**Student.** You said in lecture that the thermal expansion of a two-phase composite is fixed by its bulk modulus, whatever the shape of the particles. I don't accept "whatever". When aluminium filled with silicon carbide is heated, the internal stress depends on every corner of every grain.

**Lecturer.** It does, and so does the stress when you squeeze the material. The claim, due to Levin (1967), is that the geometry enters both problems through one and the same number. The premises first.

1. Strains are small, the response is linear elastic, and the temperature change $\Delta T$ is uniform.
2. There are exactly two homogeneous isotropic phases $r=1,2$, with volume fractions $f_1+f_2=1$, isothermal bulk moduli $K_r>0$ with $K_1\ne K_2$, shear moduli $G_r>0$ and linear expansion coefficients $\alpha_r$.
3. Bonding is perfect, so displacement and traction are continuous across every interface.
4. The composite is isotropic on the large scale, and the sample is large enough that imposing uniform traction or affine displacement on its surface gives the same effective moduli.

Tension is positive. Split stress and strain as $\sigma_{ij}=-p\,\delta_{ij}+s_{ij}$ and $\varepsilon_{ij}=\tfrac13\theta\,\delta_{ij}+e_{ij}$, with $s$ and $e$ traceless. In phase $r$

$$\theta=-\frac{p}{K_r}+3\alpha_r\Delta T,\qquad e_{ij}=\frac{s_{ij}}{2G_r}.\tag{1}$$

**Student.** And what are $K^*$ and $\alpha^*$? The fields are not uniform.

**Lecturer.** Load the outer surface with a pressure $P$, so $\sigma_{ij}n_j=-Pn_i$, and heat by $\Delta T$. Angle brackets are volume averages. Equilibrium is $\partial_k\sigma_{ik}=0$, so $\sigma_{ij}=\partial_k(\sigma_{ik}x_j)$. The divergence theorem turns its integral into surface terms. Those on interfaces cancel because traction is continuous, and the outer one gives $\langle\sigma_{ij}\rangle=-P\delta_{ij}$. Likewise $\Theta=\langle\theta\rangle=V^{-1}\oint u_in_i\,dA$, because displacement is continuous, and this is the relative volume change seen from outside. All the equations are linear in $P$ and $\Delta T$, so $\Theta$ is too:

$$\Theta=-\frac{P}{K^*}+3\alpha^*\Delta T.\tag{2}$$

This defines $K^*$ by the experiment at $\Delta T=0$ and $\alpha^*$ by the one at $P=0$, and by superposition it holds for every pair $(P,\Delta T)$.

**Student.** Two unknown constants, each needing a hopeless boundary-value problem.

**Lecturer.** Each alone, yes. But one pair $(P,\Delta T)$ can be solved by inspection. Try $\sigma_{ij}=-P\delta_{ij}$ at every point. By (1) the strain in phase $r$ is then a pure dilatation $\theta_r=-P/K_r+3\alpha_r\Delta T$. Demand $\theta_1=\theta_2$:

$$P_0=\frac{3(\alpha_2-\alpha_1)\Delta T}{1/K_2-1/K_1}.\tag{3}$$

At $P=P_0$ take $u_i=\tfrac13\theta_1x_i$ everywhere and go through the list. A constant stress is in equilibrium. Its traction $-P_0n_i$ is the same on both sides of an interface of any orientation, and it matches the outer load. The displacement is one smooth function, hence continuous, and its strain obeys (1) in both phases by the choice of $P_0$. The geometry was never consulted.

**Student.** That is a solution. Why is it the solution?

**Lecturer.** Subtract two solutions. The difference obeys (1) with $\Delta T=0$ and carries no outer traction, so the divergence theorem gives $\int\sigma_{ij}\varepsilon_{ij}\,dV=\oint u_i\sigma_{ij}n_j\,dA=0$. The integrand is $p^2/K_r+s_{ij}s_{ij}/2G_r\ge0$, so the difference in stress and strain vanishes. The uniform state is therefore the actual one, and (2) applies to it with $\Theta=\theta_1$:

$$-\frac{P_0}{K^*}+3\alpha^*\Delta T=-\frac{P_0}{K_1}+3\alpha_1\Delta T .$$

Solve for $\alpha^*$ and insert (3). $\Delta T$ cancels:

$$\boxed{\alpha^*=\alpha_1+(\alpha_2-\alpha_1)\,\frac{1/K^*-1/K_1}{1/K_2-1/K_1}}\tag{4}$$

In the plane of $1/K$ and $\alpha$, every composite of these phases lies on the straight line through the two pure phases.

**Student.** The volume fractions have vanished, and so have the shear moduli. That looks suspicious.

**Lecturer.** They sit inside $K^*$. At $\Delta T=0$ let $b_rP$ be the mean pressure in phase $r$, and put $\phi_r=f_rb_r$, the share of the load that phase $r$ carries. From $\langle p\rangle=P$, and from averaging (1),

$$\phi_1+\phi_2=1,\qquad \frac1{K^*}=\frac{\phi_1}{K_1}+\frac{\phi_2}{K_2}.\tag{5}$$

Eliminating $\phi_1$ shows that the fraction in (4) is $\phi_2$, so

$$\alpha^*=\phi_1\alpha_1+\phi_2\alpha_2.\tag{6}$$

There is your one number. Compliance and expansion are averaged with the same weights.

**Student.** Then I still need $K^*$. Without a measurement (4) is empty.

**Lecturer.** Not empty. It is monotonic in $K^*$, so each bound on $K^*$ becomes a bound on $\alpha^*$. Set $\Delta T=0$ and impose $u_i=\tfrac13\Theta x_i$ on the surface. The divergence theorem gives $\langle\sigma_{ij}\varepsilon_{ij}\rangle=\langle\sigma_{ij}\rangle\langle\varepsilon_{ij}\rangle$, that is

$$K^*\Theta^2=\langle K\theta^2+2G\,e_{ij}e_{ij}\rangle .\tag{7}$$

A dilatation that varies in space forces shear. Let $v_i=u_i-\tfrac13\Theta x_i$, which vanishes on the surface. Two integrations by parts give $\langle\partial_iv_i\,\partial_jv_j\rangle=\langle\partial_jv_i\,\partial_iv_j\rangle$. The left side is $\langle\theta'^2\rangle$ with $\theta'=\theta-\Theta$. On the right, splitting the gradient into its symmetric part and its antisymmetric part $\omega$ gives $e_{ij}e_{ij}+\tfrac13\theta'^2-\omega_{ij}\omega_{ij}$. Since $\omega_{ij}\omega_{ij}\ge0$,

$$\langle e_{ij}e_{ij}\rangle\ge\tfrac23\left(\langle\theta^2\rangle-\Theta^2\right).$$

For any $g$ with $0\le g\le\tfrac43G_{\min}$, where $G_{\min}$ is the smaller shear modulus, (7) then gives $K^*\Theta^2\ge\langle(K+g)\theta^2\rangle-g\Theta^2$. The Cauchy–Schwarz inequality $\langle\theta\rangle^2\le\langle(K+g)\theta^2\rangle\langle(K+g)^{-1}\rangle$ finishes it: $K^*\ge K(g)$, where

$$\frac1{K(g)+g}=\frac{f_1}{K_1+g}+\frac{f_2}{K_2+g}.\tag{8}$$

**Student.** And from above?

**Lecturer.** Work with stress. Under the surface pressure $P$ the same averaging gives $P^2/K^*=\langle p^2/K+s_{ij}s_{ij}/2G\rangle$. The fluctuation $\tau_{ij}=\sigma_{ij}+P\delta_{ij}$ is free of divergence and has no traction on the surface, so it can be continued by zero outside and Fourier transformed, with $\hat\tau_{ij}k_j=0$. Then $\hat\tau_{ii}=\hat\tau_{ij}(\delta_{ij}-k_ik_j/k^2)$. The projector has squared norm 2, so $|\hat\tau_{ii}|^2\le2\,\hat\tau_{ij}\hat\tau_{ij}^{\,*}$, and Parseval's theorem carries this over to the averages. With $p'=p-P$ we have $\tau_{ii}=-3p'$ and $\tau_{ij}\tau_{ij}=3p'^2+s_{ij}s_{ij}$, so $9\langle p'^2\rangle\le6\langle p'^2\rangle+2\langle s_{ij}s_{ij}\rangle$, or

$$\langle s_{ij}s_{ij}\rangle\ge\tfrac32\left(\langle p^2\rangle-P^2\right).$$

For any $g\ge\tfrac43G_{\max}$ this yields $P^2/K^*\ge\langle(1/K+1/g)p^2\rangle-P^2/g$, and Cauchy–Schwarz gives $1/K^*+1/g\ge1/(gW)$. Here $W=w_1+w_2$ with $w_r=f_rK_r/(K_r+g)$. Call the right side of (8) $A$. Since $1-W=gA$, the inequality reads $1/K^*\ge A/W$, and (8) itself says $K(g)=(1-gA)/A=W/A$. So $K^*\le K(g)$. The tightest choices,

$$K\!\left(\tfrac43G_{\min}\right)\le K^*\le K\!\left(\tfrac43G_{\max}\right),\tag{9}$$

are the bounds of Hashin and Shtrikman (1963) on the bulk modulus.

**Student.** Now I substitute (8) into (4) and drown in algebra.

**Lecturer.** No need. $A=w_1/K_1+w_2/K_2$, so $1/K(g)=A/W$ has the form (5) with $\phi_r=w_r/W$. Then (6) gives

$$\alpha(g)=\frac{w_1\alpha_1+w_2\alpha_2}{w_1+w_2}.\tag{10}$$

Multiply numerator and denominator of $\phi_2$ by $(K_1+g)(K_2+g)$. With $\bar K=f_1K_1+f_2K_2$,

$$\phi_2=\frac{f_2K_2(K_1+g)}{D},\qquad D=K_1K_2+g\bar K,\tag{11}$$

and $\phi_2-f_2=f_1f_2\,g(K_2-K_1)/D$. With $\bar\alpha=f_1\alpha_1+f_2\alpha_2$,

$$\alpha(g)=\bar\alpha+\frac{f_1f_2(\alpha_2-\alpha_1)(K_2-K_1)}{\bar K+K_1K_2/g}.\tag{12}$$

This is monotonic in $g$, and it has four named members. At $g\to0$, (8) is the Reuss modulus, $1/K=f_1/K_1+f_2/K_2$, and $\alpha=\bar\alpha$, the rule of mixtures. At $g\to\infty$, (8) is the Voigt modulus $\bar K$, the weights become $f_rK_r/\bar K$, and $\alpha=(f_1K_1\alpha_1+f_2K_2\alpha_2)/\bar K$, Turner's formula. At $g=\tfrac43G_1$ the last term in the denominator is $3K_1K_2/4G_1$, and (12) is Kerner's formula (1956) for phase 1 as matrix. At $g=\tfrac43G_2$ it is the same formula with the roles exchanged. These two enclose $\alpha^*$. When the stiffer phase expands less, the lower bound on $K^*$ is the upper bound on $\alpha^*$.

**Student.** I was taught Kerner's formula as a model for spheres in a matrix, not as a bound. And I'd like to see (4) survive one problem solved the hard way.

**Lecturer.** One calculation does both. Take a core of phase 2 of radius $a$ in a shell of phase 1 of outer radius $b$, with $f_2=a^3/b^3$, heated with a free surface. Radial equilibrium allows $u=A_2r$ in the core and $u=A_1r+B/r^2$ in the shell. In the shell (1) gives $\sigma_{rr}=3K_1(A_1-\alpha_1\Delta T)-4G_1B/r^3$, and the hoop stress exceeds this by $6G_1B/r^3$. In the core $\sigma_{rr}=3K_2(A_2-\alpha_2\Delta T)$. Put $\beta=B/a^3$ and $g=\tfrac43G_1$. The free surface gives $K_1(A_1-\alpha_1\Delta T)=gf_2\beta$. Continuity of $u$ at $a$ gives $A_2=A_1+\beta$, and continuity of $\sigma_{rr}$ gives $K_2(A_2-\alpha_2\Delta T)=gf_2\beta-g\beta=-gf_1\beta$. Eliminating $A_1$ and $A_2$,

$$\beta=\frac{(\alpha_2-\alpha_1)\Delta T\,K_1K_2}{D},\qquad \alpha^*\Delta T=\frac{u(b)}{b}=\alpha_1\Delta T+f_2\beta\,\frac{K_1+g}{K_1}.\tag{13}$$

So $\alpha^*=\alpha_1+(\alpha_2-\alpha_1)\phi_2$ with exactly the $\phi_2$ of (11). Repeat the three conditions with $\Delta T=0$ and $\sigma_{rr}(b)=-P$, and the modulus $-Pb/3u(b)$ comes out as $K(\tfrac43G_1)$, as (4) demands. Each such sphere expands freely with the same surface strain whatever its size, so space filled with coated spheres of all sizes has this $\alpha^*$. Both ends of (9) are attained, and no tighter bounds follow from volume fractions alone.

**Student.** Let me try to break it. Equal bulk moduli make (4) zero over zero.

**Lecturer.** Then (3) has no solution unless $\alpha_1=\alpha_2$. But $\phi_r$ lies between the Reuss weight $f_r$ and the Voigt weight $f_rK_r/\bar K$, which merge as $K_2\to K_1$, so $\alpha^*\to\bar\alpha$. Near that point (4) is exact but useless with a measured $K^*$, because the slope of the line diverges.

**Student.** Pores. And an aluminium grain is not isotropic.

**Lecturer.** One solid with empty pores is the limit $K_2\to0$ at finite $K^*$, where (4) gives $\alpha^*=\alpha_1$, as it must. Two solids with pores are three phases. One ratio $P/\Delta T$ cannot in general equalise three dilatations, and there are two independent load shares with only $K^*$ to fix them, so (4) is lost. Debonded interfaces break premise 3 in the same way. Pores inside phase 1, much finer than the reinforcement, can be absorbed into a smaller $K_1$ at unchanged $\alpha_1$. Where $K_1<K_2$ and $\alpha_1>\alpha_2$, using the dense $K_1$ instead overestimates $\alpha^*$.

As for grains, the proof of (4) used only that pressure and heat each produce a pure dilatation. Cubic symmetry guarantees both, with $K=(C_{11}+2C_{12})/3$, so (4) is exact for cubic phases of any grain size and texture. In (9) the extreme shear moduli are then taken among $C_{44}$ and $(C_{11}-C_{12})/2$, unless the grains are so much finer than the phase regions that each phase acts as an isotropic polycrystal. Copper and tungsten are such a cubic pair. With typical polycrystal values $K=140$ and $310$ GPa, $G=48$ and $160$ GPa, $\alpha=16.5$ and $4.5\times10^{-6}$ K$^{-1}$, fine grains and 60 volume percent tungsten, the model (10) gives $8.2$ to $8.8\times10^{-6}$ K$^{-1}$. For hexagonal grains, as in the 4H and 6H polytypes of SiC, the uniform state is only approximate. The deviatoric mismatch averages out to first order in the anisotropy if orientations are random and uncorrelated with particle shape.

Nor is isotropy of the composite essential. The uniform state has strain $\tfrac13\theta_1\delta_{ij}$, so with effective compliance $S^*$ the same step gives (4) for the tensor $\alpha^*_{ij}$, with $\alpha_1\to\alpha_1\delta_{ij}$ and the numerator replaced by $3S^*_{ijkk}-\delta_{ij}/K_1$.

**Student.** So the range is two phases, isotropic or cubic, bonded, linear.

**Lecturer.** Add three things. All quantities are isothermal and belong to one temperature. $P_0$ is never applied in the laboratory, and $\Delta T$ may be infinitesimal, so (4) links tangent coefficients at that temperature. Residual stress superposes and drops out as long as the moduli can be treated as constant. And linearity ends when a phase yields or creeps, which for aluminium is the limit that matters. Now numbers, with phase 1 Al at $f_1=0.4$ and phase 2 SiC at $f_2=0.6$.

For Al take the compiled room-temperature values $C_{11}=106.75$, $C_{12}=60.41$, $C_{44}=28.34$ GPa (Blaschke) and $\alpha_1=23.1\times10^{-6}$ K$^{-1}$ at 293 K (Kaye and Laby Online). Then $K_1=75.86$ GPa. For a fine-grained matrix the uniform-strain average $(C_{11}-C_{12}+3C_{44})/5=26.27$ GPa and the uniform-stress average $5(C_{11}-C_{12})C_{44}/[4C_{44}+3(C_{11}-C_{12})]=26.02$ GPa bracket the shear modulus, and I take their mean, $G_1=26.1$ GPa. For SiC, treated as isotropic, I assume typical values near room temperature: $K_2=220$ GPa, $G_2=190$ GPa, $\alpha_2=2.8\times10^{-6}$ K$^{-1}$.

The compliances are $1/K_1=13.18$ and $1/K_2=4.545$ TPa$^{-1}$, which differ by $8.637$ TPa$^{-1}$. Equation (3) gives $P_0/\Delta T=7.05$ MPa/K, and (4), written from the SiC end, is $\alpha^*=2.8+2350\,(1/K^*-1/K_2)$ in $10^{-6}$ K$^{-1}$ with moduli in GPa.

| case | $g$ (GPa) | $K(g)$ (GPa) | $\phi_1$ | $\alpha$ ($10^{-6}$ K$^{-1}$) |
|---|---|---|---|---|
| Reuss, mixtures | $0$ | 125.0 | 0.400 | 10.9 |
| Kerner, Al shell | 34.8 | 132.7 | 0.346 | 9.8 |
| Kerner, SiC shell | 253.3 | 149.5 | 0.248 | 7.8 |
| Voigt, Turner | $\infty$ | 162.3 | 0.187 | 6.6 |

The outer pair is $4.3$ wide in these units and the inner pair $2.0$. Suppose a sample showed $K^*=140$ GPa. The line then gives $8.9$, with $d\alpha^*/dK^*=-2350/K^{*2}=-0.12$ per GPa, so one percent of uncertainty in $K^*$ costs $0.17$.

**Student.** How much of that second digit do you trust?

**Lecturer.** Let us size what was set aside, in the same units. Coarse Al grains require $G_{\min}=(C_{11}-C_{12})/2=23.17$ GPa, which lifts the upper end to $9.9$. If the compiled constants are adiabatic, as acoustic values are, then $1/K_T=1/K_S+9\alpha^2T/C_p$, and a typical heat capacity per volume $C_p=2.42$ MJ m$^{-3}$ K$^{-1}$ gives $K_1=72.7$ GPa at 293 K. That lowers the upper and lower ends by $0.06$ and $0.12$. For SiC $\alpha^2$ is 68 times smaller at a similar $C_p$, so I ignore the correction there. The input $\alpha_2$ matters more. It rises with temperature, and means over a few hundred kelvin are typically nearer $4.0$. That value alone moves the window to $8.7$ to $10.6$.

Yield rivals all of these. In the coated sphere (13) the Al shell carries the pressure $-3gf_2\beta$, which is $0.95$ MPa per kelvin of heating. At the interface the von Mises stress is $6G_1|\beta|$, or $3/(2f_2)$ times that pressure, $2.4$ MPa/K. An assumed yield stress of 100 MPa is reached $42$ K away from a stress-free state, and residual stress from cooling shifts that margin, shortening it in one direction. If the matrix relaxes its shear stress completely, $G_1\to0$, the upper end climbs by $1.1$ to the rule of mixtures, about half the width of the elastic window. The lower end does not depend on $G_1$.

So the model's statement is this. For dense, bonded Al–SiC at 60 volume percent SiC, cycled elastically over a few tens of kelvin near room temperature, the assumed inputs give $7.8\times10^{-6}\le\alpha^*\le9.8\times10^{-6}$ K$^{-1}$. The upper end is attained by SiC spheres wrapped in Al and the lower by Al spheres wrapped in SiC, and the position of a given sample between them is fixed by its isothermal bulk modulus through (4).